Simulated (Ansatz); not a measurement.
**From the elastic tensor of BAs at 5 GPa (stress–strain coefficients) to moduli and sound speeds**

The calculation used DFT LDA, scalar-relativistic, plane waves, PAW (Ansatz 0.2.0). Cutoff 420 eV, 10×10×10 k-points (Γ-centred), fixed occupations. No spin polarisation.

The structure is cubic, space group F-43m (No. 216). The conventional cell has a = 4.682 Å, b = 4.682 Å, c = 4.682 Å, α = 90.00°, β = 90.00°, γ = 90.00°. Around B (site symmetry -43m) lie 4 As at 2.03 Å. As (site symmetry -43m) is surrounded by 4 B at 2.03 Å.

Relaxed-ion constants (GPa, on the Cartesian axes of the calculation):
```
313.4  93.8  93.8   0.0   0.0   0.0
 93.8 313.4  93.8   0.0   0.0   0.0
 93.8  93.8 313.4   0.0   0.0   0.0
  0.0   0.0   0.0 165.5   0.0   0.0
  0.0   0.0   0.0   0.0 165.5   0.0
  0.0   0.0   0.0   0.0   0.0 165.5
```

Density 5.548 g/cm³; 2 atoms in 25.66 Å³.

The values that follow are for a polycrystal of randomly turned grains, by Hill's mean where one number stands.

With S = C⁻¹: B_V = (C11+C22+C33+2(C12+C13+C23))/9, G_V = (C11+C22+C33−C12−C13−C23+3(C44+C55+C66))/15, 1/B_R = S11+S22+S33+2(S12+S13+S23), 15/G_R = 4(S11+S22+S33−S12−S13−S23)+3(S44+S55+S66); Hill is their mean. Then v_l = √((B+4G/3)/ρ), v_t = √(G/ρ), v_m = [(2/v_t³+1/v_l³)/3]^(−1/3) and Θ = (ħ/k_B)·v_m·(6π²n/V)^(1/3) for n atoms in the volume V; E = 9BG/(3B+G), ν = (3B−2G)/(2(3B+G)) and A^U = 5G_V/G_R + B_V/B_R − 6.

```
Bulk modulus, Voigt / Reuss / Hill          : 167.0 / 167.0 / 167.0 GPa
Shear modulus, Voigt / Reuss / Hill         : 143.2 / 137.6 / 140.4 GPa
Young's modulus                             : 329 GPa
Poisson ratio                               : 0.172
Pugh ratio B/G                              : 1.19
Universal anisotropy index                  : 0.20
Longitudinal and transverse sound speeds    : 7990 and 5030 m/s
Debye temperature from the mean sound speed : 704 K
```

Cost: 1 run of about 2.4 core-minutes, on Intel Xeon Processor @ 2.50GHz (Skylake/Cascade Lake) (shared hosts).

At 5 GPa, BAs is stiff against both compression and shear, with a shear modulus of 140.4 GPa not far below its bulk modulus of 167.0 GPa. This reflects the directional sp³ bonds of a weakly polar tetrahedral network, which resist changes in bond angle as well as length. C44 lies well above C12, whereas purely central forces under pressure would put C12 higher, so angular forces clearly matter.

The remaining anisotropy is modest and typical of zinc blende. Tetragonal shear mainly bends bonds, while the shear measured by C44 also stretches them, even after the sublattices relax, making the crystal stiffest along the ⟨111⟩ bond directions. The elastic constants satisfy the cubic criteria for stability against homogeneous strain, and the low B/G ratio suggests brittleness without establishing a fracture strength. The fast sound fits the stiff lattice, but the exceptional thermal conductivity known for BAs also depends on the phonon gap opened by the mass mismatch and on weak anharmonic scattering, neither of which follows from elastic constants.
